A crystal of sodium, lithium, iodide and chloride ions is strained in two ways. Its square plane is squeezed or stretched equally along both sides, and its height is changed by the fraction "strain zz". Rows 1 to 5 in the column heads stand for plane strains of -0.08, -0.04, 0, 0.04 and 0.08. Energies are counted from the starting cell, and pressure is positive when the cell pushes outwards.

NaLiICl (P4/mmm, a = 4.092 Å, c = 6.215 Å, not relaxed at this level), strained at fixed fractional coordinates; rows 1 to 5 have in-plane strains of -0.08, -0.04, 0, 0.04 and 0.08. Ansatz 0.2.0, plane-wave PAW, scalar-relativistic PBEsol, no spin polarisation, cutoff 420 eV, k mesh 6×6×4, Gaussian smearing of 0.05 eV. Free energies are relative to the unstrained cell.

| strain zz | energy change row 1 (meV/atom) | energy change row 2 (meV/atom) | energy change row 3 (meV/atom) | energy change row 4 (meV/atom) | energy change row 5 (meV/atom) | pressure row 2 (GPa) | pressure row 3 (GPa) |
| --- | --- | --- | --- | --- | --- | --- | --- |
| -0.08 | 78.3 | 20.7 | 7.7 | 22.5 | 53.9 | 3.23 | 0.78 |
| -0.04 | 57.0 | 5.0 | -2.3 | 18.1 | 54.9 | 1.91 | -0.33 |
| 0 | 49.5 | 2.4 | 0.0 | 25.4 | 67.1 | 1.03 | -1.04 |
| 0.04 | 50.4 | 7.5 | 9.3 | 39.0 | 85.2 | 0.46 | -1.48 |
| 0.08 | 56.0 | 16.6 | 22.1 | 55.7 | 105.8 | 0.10 | -1.74 |

**(a) In the flattest cell, stretching the plane by 8 % (row 5) costs less than squeezing it by 8 % (row 1). In the tallest cell it costs more. Why does stretching lose ground as the cell grows taller?**

*Solution.* The plane and the height act on each other through the ions of neighbouring layers. One layer holds Na and Cl, the next Li and I. Ionic bonding suggests that unlike charges stand directly above each other, as in rock salt, so that like charges face each other diagonally. Squeezing the plane by 8 % shortens these diagonals from 4.25 to 4.09 Å. The stronger repulsion between like charges then drives the layers apart, while a wider plane relieves it and lets them draw together.

The stresses of the same calculation show this coupling, though they do not separate the diagonal repulsion from other forces. At strain zz 0, the unstrained plane leaves the cell pulling inwards along z with 1.0 GPa. With the plane squeezed as in row 1, the cell pushes outwards with 0.5 GPa; with it stretched as in row 5, the inward pull grows to 2.1 GPa. A narrow plane therefore suits a tall cell and a wide plane a flat one. This is why the energy of row 5 less that of row 1 climbs from -24.4 to 49.8 meV/atom across the table.

**(b) How far does the preferred height follow the plane?**

*Solution.* For a given plane, the preferred height is the one at which the stress along z vanishes. Interpolating that stress linearly between neighbouring points puts it at a strain zz of about 0.02 in row 1, -0.03 in row 3 and -0.06 in row 5. Row 5 thus has its minimum inside the scan, although its lowest printed energy stands at the edge.

Between rows 2 and 4, the height shrinks by about 0.5 % for each 1 % that the plane widens. Keeping the volume constant would take 2 %, because the plane grows along two sides. The height yields so little because the coupling is weak beside the stiffness along z. At strain zz 0, widening the plane from row 2 to row 4 changes the stress along z by 1.3 GPa. Raising the height of row 3 by the same span, from -0.04 to 0.04, changes it by 2.2 GPa. For a constant volume, the first change would have to be twice the second. An isotropic solid with the same response would have a Poisson ratio $\nu$ of about 0.2, from $2\nu/(1-\nu)\approx0.5$.

The pressure is a poor guide to this height, since it averages three stresses. In row 2 at strain zz 0.08 it is only 0.10 GPa, yet the plane pushes outwards with 1.0 GPa while the z direction pulls inwards with 1.7 GPa. That cell is far from relaxed.

**(c) Ions usually resist being pushed together more than being pulled apart. Yet at strain zz 0, squeezing the plane by 8 % costs 49.5 meV/atom and stretching it costs 67.1. What has turned the order round?**

*Solution.* The starting cell is too large for this functional and is already under tension. Row 3 betrays it: shortening the height by 4 % lowers the energy by 2.3 meV/atom. Squeezing the plane first releases this tension before it compresses the crystal, whereas stretching has to work against the tension from the start.

To first order, the work per atom is the in-plane tension $\sigma$ times the change in volume. The plane strain $\varepsilon$ counts twice, once for each side, and $V$ is the volume per atom:

$$W = 2\varepsilon\,\sigma V = 2\times0.08\times1.06\ \text{GPa}\times26.01\ \text{Å}^3 \approx 4.41\ \text{GPa Å}^3 .$$

Since 1 eV/Å³ is 160.2 GPa, this is 27.5 meV/atom. Squeezing gains this amount and stretching pays it. Without it, squeezing would cost 49.5 + 27.5 = 77.0 meV/atom and stretching 67.1 - 27.5 = 39.6, so the usual order returns with a ratio of nearly two.

That order comes from the repulsion between overlapping electron shells, which rises steeply as ions approach and fades quickly as they part. Row 3 shows the matching behaviour along z. The energies on either side of a point, less twice the energy at the point, measure the local stiffness: 7.7 + 0.0 + 2 × 2.3 = 12.3 meV/atom around strain zz -0.04, but 22.1 + 0.0 - 2 × 9.3 = 3.5 around 0.04.

The tension also completes the answer to (a). The coupling makes stretching steadily less favourable as the cell grows taller, while the tension shifts the height at which the order reverses. By the same first-order estimate, the last difference without it would be 49.8 - 2 × 27.5 = -5.2 meV/atom, too close to zero for so rough an estimate to settle its sign. In the four flatter cells stretching would be the cheaper distortion, also at strain zz 0 and 0.04, where the table has it dearer. The height of the reversal therefore depends on the chosen starting cell, while the coupling belongs to the crystal.
